# Margin notes on the $sp^3$ bands of the diamond lattice along $\Delta$ and the masses at $\Gamma$

**1. Premises.** The crystal is an fcc lattice of cube edge $a$ with identical atoms A at $0$ and B at $\mathbf d_1$. The four bonds leaving an A atom are

$$\mathbf d_{1..4}=\tfrac a4(1,1,1),\ \tfrac a4(1,\bar1,\bar1),\ \tfrac a4(\bar1,1,\bar1),\ \tfrac a4(\bar1,\bar1,1).$$

The model assumes (i) one $s$ and three $p$ orbitals per atom, real and orthonormal, with on-site energies $E_s$ and $E_p$; (ii) hopping between nearest neighbours only; (iii) two-centre matrix elements; (iv) no spin-orbit coupling until note 11. Bloch sums carry the phase of the atomic position, $|\mu,\nu\rangle=N^{-1/2}\sum_{\mathbf R}e^{i\mathbf k\cdot(\mathbf R+\boldsymbol\tau_\nu)}|\mu,\mathbf R+\boldsymbol\tau_\nu\rangle$, with $\mu=s,x,y,z$, $\boldsymbol\tau_A=0$ and $\boldsymbol\tau_B=\mathbf d_1$. Energies are in eV, lengths in Å, masses in units of the free mass $m_0$.

**2. Where the factors of 4 come from.** For a bond with direction cosines $(l,m,n)$ pointing from the first orbital to the second, the Slater-Koster rules read $\langle s|H|s\rangle=V_{ss\sigma}$, $\langle s|H|x\rangle=lV_{sp\sigma}$, $\langle x|H|x\rangle=l^2V_{pp\sigma}+(1-l^2)V_{pp\pi}$ and $\langle x|H|y\rangle=lm(V_{pp\sigma}-V_{pp\pi})$. The usual signs are $V_{ss\sigma}<0$, $V_{sp\sigma}>0$, $V_{pp\sigma}>0$, $V_{pp\pi}<0$. Every cosine here is $\pm1/\sqrt3$, so each element has the same magnitude on all four bonds. The notation of Chadi and Cohen absorbs the number of bonds into the parameters,

$$V_{ss}=4V_{ss\sigma},\quad V_{sp}=\tfrac{4}{\sqrt3}V_{sp\sigma},\quad V_{xx}=\tfrac43(V_{pp\sigma}+2V_{pp\pi}),\quad V_{xy}=\tfrac43(V_{pp\sigma}-V_{pp\pi}),$$

and leaves phase sums $g=\frac14\sum_j\pm e^{i\mathbf k\cdot\mathbf d_j}$. The sum $g_0$ has signs $(++++)$; $g_1$, $g_2$, $g_3$ have the signs of $l$, $m$, $n$, namely $(++--)$, $(+-+-)$, $(+--+)$. With $\phi_i=k_ia/4$, grouping the terms by the sign of $\phi_x$ gives

$$g_0=\cos\phi_x\cos\phi_y\cos\phi_z-i\sin\phi_x\sin\phi_y\sin\phi_z,$$
$$g_1=-\cos\phi_x\sin\phi_y\sin\phi_z+i\sin\phi_x\cos\phi_y\cos\phi_z,$$

with $g_2$, $g_3$ by cyclic change. On each of the four bonds the sign of $mn$ equals the sign of $l$, so $\langle y_A|H|z_B\rangle=V_{xy}g_1$ carries the index of the absent axis.

**3. The minus sign in the $ps$ element.** $H$ and the orbitals are real, so $\langle x\text{ at }0|H|s\text{ at }\mathbf d\rangle$ equals $\langle s\text{ at }\mathbf d|H|x\text{ at }0\rangle$, a bond from $s$ to $p$ along $-\mathbf d$. Its value is $-lV_{sp\sigma}$. Hence $\langle s_A|H|x_B\rangle=V_{sp}g_1$ and $\langle x_A|H|s_B\rangle=-V_{sp}g_1$. Note 6 rests on this sign.

**4. The matrix on $\Delta$.** Put $\mathbf k=(k,0,0)$ and $\phi=ka/4$, so that $\Gamma$ is $\phi=0$ and X, at $k=2\pi/a$, is $\phi=\pi/2$. Then $g_0=\cos\phi$, $g_1=i\sin\phi$, $g_2=g_3=0$. In the order $(s,x,y,z)$ on A and then on B,

$$H=\begin{pmatrix}D&T\\T^\dagger&D\end{pmatrix},\qquad D=\mathrm{diag}(E_s,E_p,E_p,E_p),\qquad T=T_{sx}\oplus T_{yz},$$

$$T_{sx}=\begin{pmatrix}V_{ss}\cos\phi&iV_{sp}\sin\phi\\-iV_{sp}\sin\phi&V_{xx}\cos\phi\end{pmatrix},\qquad T_{yz}=\begin{pmatrix}V_{xx}\cos\phi&iV_{xy}\sin\phi\\iV_{xy}\sin\phi&V_{xx}\cos\phi\end{pmatrix}.$$

The split into $(s,x)$ and $(y,z)$ doesn't depend on the truncation. The twofold rotation $(x,y,z)\to(x,-y,-z)$ about an A atom exchanges $\mathbf d_1\leftrightarrow\mathbf d_2$ and $\mathbf d_3\leftrightarrow\mathbf d_4$ and leaves $\mathbf k$ fixed. The orbitals $s$ and $x$ are even under it, $y$ and $z$ are odd, so no further neighbour can mix the two sets.

**5. The $\Delta_5$ bands.** $T_{yz}$ is diagonal in $u_\pm=(y\pm z)/\sqrt2$, with values $t_\pm=V_{xx}\cos\phi\pm iV_{xy}\sin\phi$. Each $u_\pm$ gives a matrix on (A, B) with $E_p$ on the diagonal and $t_\pm$, $t_\pm^*$ off it, whose eigenvalues are $E_p\pm|t_\pm|$. Since $t_-=t_+^*$, the two matrices share one spectrum:

$$E_{\Delta_5}=E_p\pm\sqrt{V_{xx}^2\cos^2\phi+V_{xy}^2\sin^2\phi},$$

each level twofold. The lower pair runs from $E_p-V_{xx}$ at $\Gamma$ to $E_p-V_{xy}$ at X.

**6. The remaining four levels, and which signs go together.** $T_{sx}$ is Hermitian, because the minus sign of note 3 turns $iV_{sp}\sin\phi$ into its conjugate. With $T_{sx}^\dagger=T_{sx}$, a vector $(v,\pm v)$ on (A, B) is mapped to $\big((D\pm T)v,\ \pm(D\pm T)v\big)$, so the $4\times4$ problem splits into

$$H_\pm=\begin{pmatrix}E_s\pm V_{ss}\cos\phi&\pm iV_{sp}\sin\phi\\\mp iV_{sp}\sin\phi&E_p\pm V_{xx}\cos\phi\end{pmatrix}.$$

The upper signs go together and the lower signs go together. Because $V_{ss}<0$ and, for the usual parameters, $V_{xx}>0$, the same algebraic sign means opposite bonding character: $s_A+s_B$ is bonding, while $x_A+x_B$ is antibonding. With $h_s^\pm$, $h_p^\pm$ the diagonal entries, the levels are

$$E=\tfrac12(h_s^\pm+h_p^\pm)+\eta\sqrt{\tfrac14(h_s^\pm-h_p^\pm)^2+V_{sp}^2\sin^2\phi},\qquad\eta=\pm1 .$$

**7. The symmetry behind the split, and the labels.** Take the glide $\gamma:(x,y,z)\to(x,-y,z)+\mathbf d_1$. It sends the origin to $\mathbf d_1$ and the four neighbours $\mathbf d_j$ to points $\mathbf d_1-\mathbf d_{j'}$, the neighbours of that B atom, so it exchanges the sublattices. Every site moves by $a/4$ along $x$, and $s$, $x$ are unchanged by the mirror; therefore $\gamma|\mu,A\rangle=e^{-i\phi}|\mu,B\rangle$ and $\gamma|\mu,B\rangle=e^{-i\phi}|\mu,A\rangle$ for $\mu=s,x$. Apart from the phase, $H_+$ holds the states even under $\gamma$ and $H_-$ the odd ones. Both are even under the diagonal mirror $y\leftrightarrow z$. A state even under both is $\Delta_1$; one that is odd under $y\to-y$ and even under $y\leftrightarrow z$ transforms like $yz$, which is $\Delta_{2'}$.

At $\Gamma$, inversion through the bond centre exchanges A and B and reverses $p$:

| state | label, parity | energy | block |
|---|---|---|---|
| $s_A+s_B$ | $\Gamma_1$, even | $E_s-\lvert V_{ss}\rvert$ | $\Delta_1$ |
| $p_A+p_B$ | $\Gamma_{15}$, odd | $E_p+V_{xx}$ | $\Delta_1,\Delta_5$ |
| $s_A-s_B$ | $\Gamma_{2'}$, odd | $E_s+\lvert V_{ss}\rvert$ | $\Delta_{2'}$ |
| $p_A-p_B$ | $\Gamma_{25'}$, even | $E_p-V_{xx}$ | $\Delta_{2'},\Delta_5$ |

Each block joins two states of opposite parity, as a coupling linear in $k$ must. At X the cosines vanish and $H_+$, $H_-$ have the same levels, $\frac12(E_s+E_p)\pm[\frac14(E_p-E_s)^2+V_{sp}^2]^{1/2}$, the twofold $X_1$ states. The map $\phi\to\pi-\phi$ exchanges the two spectra, so a $\Delta_1$ band continues through X as the mirror image of a $\Delta_{2'}$ band.

**8. The $\Gamma_{2'}$ electron mass.** Let $G=E_s+|V_{ss}|-E_p+V_{xx}>0$ be the spinless separation $\Gamma_{2'}-\Gamma_{25'}$, which textbooks write $E_0$ (note 11 separates the two). Measured from $\Gamma_{25'}$, the block $H_-$ has $h_s=G-|V_{ss}|(1-\cos\phi)$, $h_p=V_{xx}(1-\cos\phi)$ and squared coupling $w^2=V_{sp}^2\sin^2\phi$. With $\delta=h_s-h_p$ and $2w\ll\delta$, the root expands as $\frac\delta2+\frac{w^2}{\delta}-\frac{w^4}{\delta^3}$, so

$$E_c=h_s+\frac{w^2}{\delta}-\frac{w^4}{\delta^3}+\dots,\qquad E_v=h_p-\frac{w^2}{\delta}+\dots$$

To order $\phi^2$, $1-\cos\phi=\phi^2/2$, $w^2=V_{sp}^2\phi^2$ and $\delta=G$, giving $E_c=G+c_2\phi^2$ with $c_2=V_{sp}^2/G-|V_{ss}|/2$. Setting $c_2k^2a^2/16=\hbar^2k^2/2m_c$,

$$\frac{\hbar^2}{m_c}=\frac{a^2}{16}\left(\frac{2V_{sp}^2}{G}-|V_{ss}|\right).$$

The lower level gives the spinless light valence band, $E_v=-\hbar^2k^2/2m_l$ with $\hbar^2/m_l=\frac{a^2}{16}(2V_{sp}^2/G-V_{xx})$.

One direction suffices for $m_c$, because the mass tensor of a nondegenerate level with cubic symmetry is a scalar. The matrix shows it directly. For general $\mathbf k$, note 3 gives $\frac12\langle s_A-s_B|H|x_A+\eta x_B\rangle=\frac12V_{sp}(\eta g_1+g_1^*)$. For $\Gamma_{25'}$ ($\eta=-1$) this is $-iV_{sp}\,\mathrm{Im}\,g_1\approx-iV_{sp}\phi_x$, and the three partners add to $V_{sp}^2(\phi_x^2+\phi_y^2+\phi_z^2)/G$. For $\Gamma_{15}$ ($\eta=+1$) it is $V_{sp}\,\mathrm{Re}\,g_1\approx-V_{sp}\phi_y\phi_z$, which first affects the energy at order $k^4$. The diagonal term $|V_{ss}|\,\mathrm{Re}\,g_0$ is isotropic at order $k^2$.

**9. The heavy band.** Write the radicand of note 5 as $V_{xx}^2+(V_{xy}^2-V_{xx}^2)\sin^2\phi$. The lower level is then $E_p-V_{xx}-(V_{xy}^2-V_{xx}^2)\phi^2/2V_{xx}$, and

$$\frac{\hbar^2}{m_{hh}}=\frac{a^2}{16}\,\frac{V_{xy}^2-V_{xx}^2}{V_{xx}} .$$

This has the structure of note 8. The state $y_A-y_B$ couples to $z_A+z_B$ with strength $V_{xy}\phi$ across the gap $2V_{xx}$, which pushes it down by $V_{xy}^2\phi^2/2V_{xx}$, while its diagonal energy rises by $V_{xx}\phi^2/2$. From note 2, $V_{xy}-V_{xx}=-4V_{pp\pi}$: the band bends downward only because $V_{pp\pi}<0$, and it is flat along all of $\Delta$ when the $\pi$ integral is dropped. The level is degenerate at $\Gamma$, so the scalar argument fails and this mass belongs to $\langle100\rangle$ alone.

**10. Reading the result as $\mathbf k\cdot\mathbf p$.** Kane's parameter is defined by a coupling of magnitude $Pk$ between the $s$-like conduction state and the valence state polarised along $\mathbf k$. Here $V_{sp}\sin\phi\to V_{sp}ka/4$, so

$$P=\frac{aV_{sp}}4,\qquad E_P=\frac{2m_0P^2}{\hbar^2}=2uV_{sp}^2,\qquad u\equiv\frac{m_0a^2}{16\hbar^2},\qquad\frac{m_0}{m_c}=\frac{E_P}{G}-u|V_{ss}| .$$

Three remarks belong here.

(a) Two-band $\mathbf k\cdot\mathbf p$ has $m_0/m_c=1+E_P/G$. In tight binding the place of the $1$ is taken by $\frac{m_0}{\hbar^2}\langle\partial_k^2H\rangle=-u|V_{ss}|$, which is negative because an antibonding $s$ level sits at the top of its own $s$ band. It stands for the free-electron term together with all bands outside the basis.

(b) The division into a direct and a coupling term depends on the phase convention. With phases $e^{i\mathbf k\cdot\mathbf R}$, $T$ becomes $Te^{-i\phi}$. The diagonal energy of $s_A-s_B$ then contains $|V_{ss}|\cos^2\phi$, which falls by an extra $|V_{ss}|\phi^2/2$, and a new coupling $|V_{ss}|\phi$ to $\Gamma_1$ across $2|V_{ss}|$ restores the same amount. The mass and $P$ are unchanged.

(c) $P$ equals $\hbar/m_0$ times the momentum matrix element only if the position operator is diagonal in the basis. An on-site dipole $d=\langle s|x|p_x\rangle$ adds to $\hbar v=i[H,x]$ the element $i(E_c-E_v)d=iGd$. It changes the optical matrix element and leaves $E(k)$, hence the mass, as it is.

**11. Spin-orbit coupling, and which gap to use.** Add $\lambda\,\mathbf L\cdot\boldsymbol\sigma$ on the $p$ shell of each atom, with $\mathbf L$ in units of $\hbar$. Its eigenvalues are $\lambda$ for $j=\frac32$ and $-2\lambda$ for $j=\frac12$. It is the same on A and B, so it acts within $\Gamma_{25'}$ and within $\Gamma_{15}$ and splits each by $\Delta_0=3\lambda$. The top level $\Gamma_8^+$ lies $\Delta_0/3$ above the spinless $\Gamma_{25'}$, and $\Gamma_{2'}$ (now $\Gamma_7^-$) doesn't move. The direct gap is therefore $E_0=G-\Delta_0/3$.

The conduction state of spin $\sigma$ still couples only to bonding $|x,\sigma\rangle$. The projector on $j=\frac32$ is $(2+\mathbf L\cdot\boldsymbol\sigma)/3$, and $\langle x|\mathbf L|x\rangle=0$ for a real orbital. The weights are thus $\frac23$ at distance $E_0$ and $\frac13$ at distance $E_0+\Delta_0$, with no spin-flip term. Second-order perturbation theory replaces $1/G$ by

$$\frac1{\bar E}=\frac2{3E_0}+\frac1{3(E_0+\Delta_0)},\qquad\bar E=\frac{3E_0(E_0+\Delta_0)}{3E_0+2\Delta_0},\qquad\frac{m_0}{m_c}=\frac{E_P}{\bar E}-u|V_{ss}| .$$

To first order in $\Delta_0$, $\bar E=E_0+\Delta_0/3=G$. The spinless formula is thus correct to first order in $\Delta_0$ if it is fed $G$, and wrong at first order if it is fed the optical $E_0$.

For the holes, quantise along $x$. The heavy state $(y+iz)\!\uparrow$ couples to antibonding $z+iy\propto y-iz$ with spin up. There $\langle\mathbf L\cdot\boldsymbol\sigma\rangle=-1$, so its weights are $\frac13$ in $j=\frac32$, at distance $2V_{xx}$, and $\frac23$ in $j=\frac12$, at distance $2V_{xx}-\Delta_0$:

$$\frac{\hbar^2}{m_{hh}}=\frac{a^2}{16}\left[2V_{xy}^2\left(\frac1{6V_{xx}}+\frac2{3(2V_{xx}-\Delta_0)}\right)-V_{xx}\right].$$

The light state is $\frac23$ of $x\!\uparrow$ and $\frac13$ of $(y+iz)\!\downarrow$. The first part couples to $\Gamma_7^-$ across $E_0$, the second to the pure $j=\frac32$ state $(y-iz)\!\downarrow$ across $2V_{xx}$, and the two share no intermediate state. So $\hbar^2/m_{lh}=\frac{a^2}{16}[\frac23(2V_{sp}^2/E_0-V_{xx})+\frac13(V_{xy}^2-V_{xx}^2)/V_{xx}]$, which differs from the spinless $m_l$ however small $\Delta_0$ is, provided the hole energy is well below $\Delta_0$.

**12. Range of validity.**

*Wave vector.* The expansion of note 8 needs $2V_{sp}\phi\ll G$. Keeping $\phi^4$ in $h_s$, in $w^2=V_{sp}^2(\phi^2-\phi^4/3)$ and in $\delta=G-(|V_{ss}|+V_{xx})\phi^2/2$ gives

$$c_4=\frac{|V_{ss}|}{24}-\frac{V_{sp}^2}{3G}+\frac{V_{sp}^2(|V_{ss}|+V_{xx})}{2G^2}-\frac{V_{sp}^4}{G^3}.$$

In the form $\varepsilon(1+\alpha\varepsilon)=\hbar^2k^2/2m_c$, with $\varepsilon=E_c-G$, iteration gives $\varepsilon=c_2\phi^2-\alpha c_2^2\phi^4$, so $\alpha=-c_4/c_2^2$ along $\langle100\rangle$. It tends to $1/G$ when the coupling dominates.

*Level order.* The formulas assume $G>0$ and $V_{xx}>0$. They give the mass of the $\Gamma_{2'}$ level whether or not it is the lowest empty state. With spin-orbit coupling, $E_0>0$ and $\Delta_0<2V_{xx}$ are needed.

*Identical atoms.* In zinc blende the two blocks $D$ differ and the two $sp$ integrals are independent. The glide is lost and the $(s,x)$ problem stays $4\times4$.

*Second neighbours.* Of the twelve at $\frac a2(1,1,0)$ and equivalents, four have $l=+1/\sqrt2$ and phase $e^{2i\phi}$, four have $l=-1/\sqrt2$ and $e^{-2i\phi}$, and four have $l=0$. An $ss$ integral $U$ adds $U(4+8\cos2\phi)$ to $h_s$, which at fixed $G$ adds $-32U$ to the bracket of note 8. An $sp\sigma$ integral $W$ adds $4\sqrt2\,iW\sin2\phi$ to the off-diagonal entry of both $H_\pm$, so that in $H_-$ the slope becomes $V_{sp}-8\sqrt2\,W$. This term vanishes at X. The single number $V_{sp}$ fixes both the $X_1$ levels and $P$ only within the nearest-neighbour truncation.

*Basis.* An added orbital $s^*$ that couples to $p$ alone, with no $ss^*$ integral, leaves $m_c$ unchanged at order $k^2$, since $\Gamma_{2'}$ has no element with it and it doesn't mix into $\Gamma_{25'}$ at $k=0$. It does change $m_l$.

**13. Illustration: the $\Gamma_{2'}$ electron of Ge.** The compiled values used are the direct gap $E_0=0.8$ eV at room temperature (Waroquiers 2013) and $\Delta_0=0.3$ eV, a mostly low-temperature compilation (Peralta 2006). The other inputs are assumed, typical of nearest-neighbour sets for Ge: $a=5.658$ Å, $V_{ss}=-6.78$, $V_{sp}=5.46$, $V_{xx}=1.61$, $V_{xy}=4.90$ eV. With the zero at $\Gamma_8^+$, the on-site energies are fixed by the two compiled values: $E_s=E_0-|V_{ss}|=-5.98$ eV and $E_p=V_{xx}-\Delta_0/3=1.51$ eV. Then $G=0.90$ eV and $\bar E=0.88$ eV.

With $a^2/16=2.001$ Å$^2$ and $\hbar^2/m_0=7.620$ eV Å$^2$, $u=0.2626$ eV$^{-1}$. This gives $P=7.72$ eV Å, $E_P=15.7$ eV and $u|V_{ss}|=1.8$.

| denominator | coupling term | direct term | $m_0/m_c$ | $m_c/m_0$ |
|---|---|---|---|---|
| $E_0$, spinless formula misfed | 19.6 | $-1.8$ | 17.8 | 0.056 |
| $G$, spinless | 17.4 | $-1.8$ | 15.6 | 0.064 |
| $\bar E$, with spin-orbit | 17.8 | $-1.8$ | 16.0 | 0.062 |
| $\bar E$, free-electron term | 17.8 | $+1$ | 18.8 | 0.053 |

The third row is the model's mass. Feeding $E_0$ to the spinless formula raises $m_0/m_c$ by 1.8, as much as the whole $|V_{ss}|$ term, and makes the mass 10 per cent too light relative to the third row; feeding $G$ makes it 2.5 per cent too heavy. The spin-orbit factor in $1/m_{hh}$ raises it by 8 per cent.

The parabolic region is small. The condition $2V_{sp}\phi=G$ is met at $\phi=0.082$, or $k=0.058$ Å$^{-1}$, 5 per cent of the way to X. The spinless coefficients are $c_2=29.7$ eV and $c_4=-1.08\times10^3$ eV, so $\alpha=1.2$ eV$^{-1}$ and $\alpha\varepsilon=0.12$ at $\varepsilon=0.1$ eV.

The sizes of what is uncertain or left out are these. The gap is listed to one figure, and $E_0$ between 0.75 and 0.85 eV moves the mass from 0.058 to 0.067. The logarithmic sensitivity to the coupling is $\partial\ln m_c/\partial\ln V_{sp}=-2.2$. An assumed $|U|=0.1$ eV changes $m_0/m_c$ by 5 per cent. An assumed $|W|=0.1$ eV changes the slope by 1.13 eV, 21 per cent of $V_{sp}$, and so outweighs both the spin-orbit and the $|V_{ss}|$ terms. An assumed dipole $d=1$ Å gives $Gd/P=0.12$.

Away from $\Gamma$ the empty bands fail. At L, $\mathbf k=\frac\pi a(1,1,1)$, the phases are $e^{3i\pi/4}$ on $\mathbf d_1$ and $e^{-i\pi/4}$ on the rest, so $g_0=-g_{1,2,3}=\frac12e^{-i\pi/4}$. Take $s$ and the $p$ orbital along $[111]$, remove the common phase and reverse the sign of $p_B$; $T$ becomes real and symmetric and the argument of note 6 applies. The block that holds the lowest empty level has diagonal $E_s+\frac12|V_{ss}|$, $E_p-V_{xy}+\frac12V_{xx}$ and coupling $\frac{\sqrt3}2V_{sp}$, and its upper level is 2.14 eV (spinless). That lies above the $\Gamma$ edge, whereas the compiled fundamental gap of 0.66 eV at 300 K (Wing 2021) lies 0.14 eV below the compiled direct gap. The model therefore misplaces a valley that in the crystal lies below $\Gamma_{2'}$.

The model's mass is $m_c\approx0.06\,m_0$, one figure being what the inputs support. The $\Gamma$-valley mass of Ge is typically about $0.04\,m_0$, so the model is too heavy by a factor of roughly 1.6. Forcing that typical value would need $E_P=23.6$ eV and $V_{sp}=6.70$ eV, a fit that tests nothing and that pushes each $X_1$ level 1.05 eV further from the centre $\frac12(E_s+E_p)$; the same slope would follow, with the $X_1$ levels left alone, from a second-neighbour integral $W=-0.11$ eV.